**Choosing a functional for the frontier levels of an indium radical**

The gap between HOMO and LUMO in this molecule is set mainly by the functional: it runs from 0.6 eV in LDA to 8.1 eV in LC-wPBE. The midpoint of the two levels is far steadier, staying within about half an electronvolt once LDA is left out. A cheap functional therefore puts the centre of the gap roughly where the costlier ones do, but the width needs exact exchange at long range or, better, total energies of the ions.

Frontier orbital energies and <S^2> (in ħ²) of the doublet radical C2H7InNO (SMILES C[N](C)[In][OH]) in the gas phase, computed with Ansatz 0.2.0 using unrestricted Kohn–Sham DFT in def2-TZVPP, with the def2 core potential on indium, at the PBE0-D4/def2-TZVP geometry. HOMO and LUMO are the highest occupied and lowest empty levels over both spins.

| functional | class | exact exchange, short range (%) | exact exchange, long range (%) | HOMO (eV) | LUMO (eV) | gap (eV) | <S^2> |
| --- | --- | --- | --- | --- | --- | --- | --- |
| SPW92 | LDA | 0 | 0 | -5.02 | -4.42 | 0.60 | 0.753 |
| PBE-D4 | GGA | 0 | 0 | -4.80 | -3.97 | 0.83 | 0.753 |
| revPBE-D4 | GGA | 0 | 0 | -4.71 | -3.85 | 0.86 | 0.754 |
| BLYP-D4 | GGA | 0 | 0 | -4.71 | -3.91 | 0.81 | 0.753 |
| r2SCAN-D4 | meta-GGA | 0 | 0 | -5.03 | -3.36 | 1.66 | 0.757 |
| B97M-V | meta-GGA | 0 | 0 | -4.91 | -3.50 | 1.40 | 0.756 |
| r2SCANh-D4 | global hybrid | 10 | 10 | -5.41 | -2.87 | 2.55 | 0.758 |
| B3LYP-D4 | global hybrid | 20 | 20 | -5.68 | -2.98 | 2.70 | 0.755 |
| PBE0-D4 | global hybrid | 25 | 25 | -5.80 | -2.56 | 3.23 | 0.755 |
| r2SCAN0-D4 | global hybrid | 25 | 25 | -5.98 | -2.12 | 3.86 | 0.759 |
| HSE06-D4 | screened hybrid | 25 | 0 | -5.40 | -2.96 | 2.44 | 0.755 |
| BHLYP-D4 | global hybrid | 50 | 50 | -6.70 | -1.15 | 5.56 | 0.757 |
| CAM-B3LYP-D4 | range-separated | 19 | 65 | -7.05 | -1.44 | 5.62 | 0.755 |
| LC-wPBE | range-separated | 0 | 100 | -8.13 | -0.07 | 8.06 | 0.755 |
| wB97X-V | range-separated | 17 | 100 | -7.89 | -0.43 | 7.46 | 0.755 |
| wB97M-V | range-separated | 15 | 100 | -7.88 | -0.54 | 7.34 | 0.754 |

**Which levels are compared**

The SMILES string suggests an indium amide with the unpaired electron on the metal, but the structure has a long In–N contact of 2.6 Å. In BLYP the N 1s level splits by 0.43 eV between the two spins, while an indium core level splits by only 0.002 eV. The unpaired electron thus sits mainly on nitrogen, and the molecule is best read as a dimethylaminyl radical beside In(I)OH. The LUMO is the empty partner of the singly occupied orbital, a hole on nitrogen. The HOMO belongs to an electron pair, since a spin-up level lies within 0.1 eV of it. It is probably the lone pair on indium, which is expected to mix with oxygen. This structure is one minimum and need not be the lowest form of the molecule.

**Why the gap is too small and its centre steady**

Let $I$ be the energy needed to remove an electron and $A$ the energy gained by adding one. With the exact functional the total energy runs in straight lines between whole numbers of electrons, and the HOMO lies at $-I$. In a semilocal functional (LDA, GGA or meta-GGA) an electron partly repels itself, and the energy sags below these lines. Orbital energies are slopes of that curve. For a sag of curvature $U$, equal on both sides of the neutral molecule,

$$\text{HOMO}=-I+\tfrac{U}{2},\qquad \text{LUMO}=-A-\tfrac{U}{2}.$$

The gap loses the whole of $U$, whereas the midpoint loses nothing.

The table follows this pattern. Against the mean of the three functionals with 100% exact exchange at long range, the PBE HOMO lies 3.2 eV higher and the PBE LUMO 3.6 eV lower. The table holds no reference $I$ or $A$, so these are differences rather than measured errors. They nearly cancel in the midpoint. The cancellation is imperfect: from PBE to PBE0 the HOMO falls by 1.0 eV and the LUMO rises by 1.4 eV. Probably the two curvatures differ, and $I$ and $A$ themselves may also change with the functional.

**What a step between levels is worth**

Exact exchange bends the energy curve the other way, so the gap opens in proportion to its share. For this radical the rate is about 0.1 eV per percentage point in a global hybrid; other molecules can differ. The shares are those in each functional's definition, rounded to whole per cent. A straight line between BLYP and BHLYP puts B3LYP at 2.71 eV, against 2.70 eV computed. B3LYP was not used to draw that line, but its semilocal part differs somewhat from BLYP's, so such close agreement should not be expected in general.

The semilocal part matters too. Going from PBE to r2SCAN opens the gap by 0.8 eV, and from PBE0 to r2SCAN0 by 0.6 eV. That is worth roughly seven to nine points of exact exchange. A meta-GGA also depends on the kinetic energy density of the orbitals, which lets it treat occupied and empty levels differently.

**Why the range of the exchange counts**

HSE06 and PBE0 both have 25% exact exchange at short range, but HSE06 drops it at long range. The effect can be estimated by hand. The long-range part of the electron repulsion is $\mathrm{erf}(\omega r)/r$ in atomic units, where $r$ is the distance between two electrons and $1/\omega$ the length at which long range begins. Within an orbital much smaller than $1/\omega$ this is nearly a constant, $c=2\omega/\sqrt{\pi}$.

With a constant repulsion, exact exchange lowers an occupied level by $c$ and leaves an empty one alone. Semilocal exchange does not tell them apart and lowers both by $c/2$. Replacing a share $a$ of semilocal by exact exchange therefore lowers the occupied levels by $ac/2$, raises the empty ones by as much, and opens the gap by $ac$.

For HSE06 $\omega$ is about 0.11 per bohr, so $c=2\times0.11/1.77=0.124$ hartree, or 3.4 eV. A quarter of this is 0.84 eV; the computed gap difference is 0.79 eV. The HOMO and the LUMO each move by about 0.4 eV, in opposite directions, as the argument requires. The compact In 4s level moves by 0.42 eV, which is the full $ac/2$. HSE06 still keeps 67% of the opening from PBE to PBE0, because its short range reaches out to nearly 5 Å.

The estimate fails for LC-wPBE, where $\omega$ is taken as 0.40 per bohr and long range begins at little more than 1 Å, about the size of a valence orbital. The repulsion is then no longer constant across the orbital. The formula gives a gap 12 eV wider than that of PBE, against 7.2 eV computed. It should be kept for functionals whose long range begins well outside the orbital.

**What to use for which purpose**

For a rough ranking of how strongly molecules attract electrons, the midpoint from a GGA or a common hybrid may serve if half an electronvolt is good enough. That margin is seen here for one radical only, and a steady midpoint may still carry an error common to all functionals. The semilocal gap, at most 1.7 eV here, should not be read as a sign that the molecule gives up or accepts an electron easily.

For the levels themselves, a functional with full long-range exchange is the soundest choice in this table, because with it an electron in an occupied level, far from the molecule, feels the correct attraction of the charge left behind, while an empty level sees the neutral molecule, as an added electron does. This rests on theory, not on a reference value. The LUMOs of these functionals lie close to zero, where empty levels depend on the basis set. The three still differ by 0.7 eV in the gap, 0.25 eV in the HOMO and 0.47 eV in the LUMO. That is too much for a redox or ionisation energy wanted to 0.1 or 0.2 eV, and their broad agreement is no independent test, since they share this ingredient.

A better route is to subtract total energies of the neutral molecule, the cation and the anion, which avoids reading slopes off a curved line. The functional's own error remains, so an accuracy of 0.1 eV still calls for a check against a method such as coupled cluster. Spin-orbit coupling, which these runs leave out, may also matter at that accuracy in an indium compound. The anion also needs a basis with diffuse functions, which def2-TZVPP lacks. The spin state needs care: the HOMO is a spin-down level, so removing its electron leaves a triplet cation, which need not be the lowest one. The geometry needs care too, because all rows share the PBE0 structure and the long In–N contact may change with the functional.

Cost is a minor matter at twelve atoms. Exact exchange formally grows as the fourth power of the basis size, so it weighs mainly in large systems. Total-energy differences take three calculations in place of one, or four with both spin states of the cation.

**Beside a closed-shell molecule**

A closed-shell relative has no half-filled orbital, so its LUMO is an ordinary empty level, often a more spread-out one. The first empty spin-up level of the radical shows what this changes. It lies 2.5 eV above the LUMO in BLYP but only 0.9 eV above it in BHLYP. The likely reason is that the hole is more compact and so responds more strongly to exact exchange. The gap of a closed-shell neighbour with a spread-out LUMO should therefore depend less on the functional, though still by electronvolts. Whether its midpoint would also be less steady is not clear from these levels. From BLYP to BHLYP the HOMO falls by 2.0 eV and this empty level rises by 1.1 eV, so the midpoint of the two sinks by 0.4 eV, but the radical's own midpoint rises by nearly as much. Over all rows except LDA the midpoint taken with the spin-up level spans 0.6 eV, against 0.5 eV for the radical's own, which is a small difference. The sizes are rough, since in BHLYP and the range-separated functionals the level lies near or above zero and depends on the basis set.

The output below holds the midpoints, the interpolations within families and the long-range estimate.

Numerical output:

```
Midpoint of HOMO and LUMO and height of the first empty spin-up level above the LUMO (eV):
           row  midpoint  above_LUMO
         SPW92     -4.72       2.755
        PBE-D4    -4.385       2.523
     revPBE-D4     -4.28         2.5
       BLYP-D4     -4.31       2.513
     r2SCAN-D4    -4.195       2.077
        B97M-V    -4.205       1.996
    r2SCANh-D4     -4.14       1.812
      B3LYP-D4     -4.33       1.922
       PBE0-D4     -4.18       1.732
    r2SCAN0-D4     -4.05       1.386
      HSE06-D4     -4.18       1.785
      BHLYP-D4    -3.925      0.8876
  CAM-B3LYP-D4    -4.245       1.376
       LC-wPBE      -4.1      0.9733
       wB97X-V     -4.16       1.225
       wB97M-V     -4.21       1.068
Range of the midpoint without LDA (eV): 0.46
Gap, r2SCAN less PBE (eV): 0.83
Gap, r2SCAN0 less PBE0 (eV): 0.63
Gap opening per point of exact exchange, PBE to PBE0 (eV per %): 0.096
Gap opening per point of exact exchange, BLYP to BHLYP (eV per %): 0.095
B3LYP gap interpolated between BLYP and BHLYP (eV): 2.71
r2SCANh gap interpolated between r2SCAN and r2SCAN0 (eV): 2.54
HOMO, PBE0 less PBE (eV): -1
LUMO, PBE0 less PBE (eV): 1.41
HOMO, PBE0 less HSE06 (eV): -0.4
LUMO, PBE0 less HSE06 (eV): 0.4
Gap, PBE0 less HSE06 (eV): 0.79
Estimate of that gap difference from a constant long-range interaction (eV): 0.8444
In 4s level, PBE0 less HSE06 (eV): -0.4241
Share of the PBE to PBE0 gap opening that HSE06 keeps (%): 67.08
Gap, LC-wPBE less PBE (eV): 7.23
Same constant-interaction estimate for LC-wPBE (eV): 12.28
Range of the gap among functionals with full long-range exchange (eV): 0.72
PBE HOMO less the mean HOMO of those functionals (eV): 3.167
PBE LUMO less the mean LUMO of those functionals (eV): -3.623
Spin splitting of the N 1s level in BLYP (eV): 0.4269
Spin splitting of the In 4s level in BLYP (eV): 0.00199
In to N distance (angstrom): 2.581
```
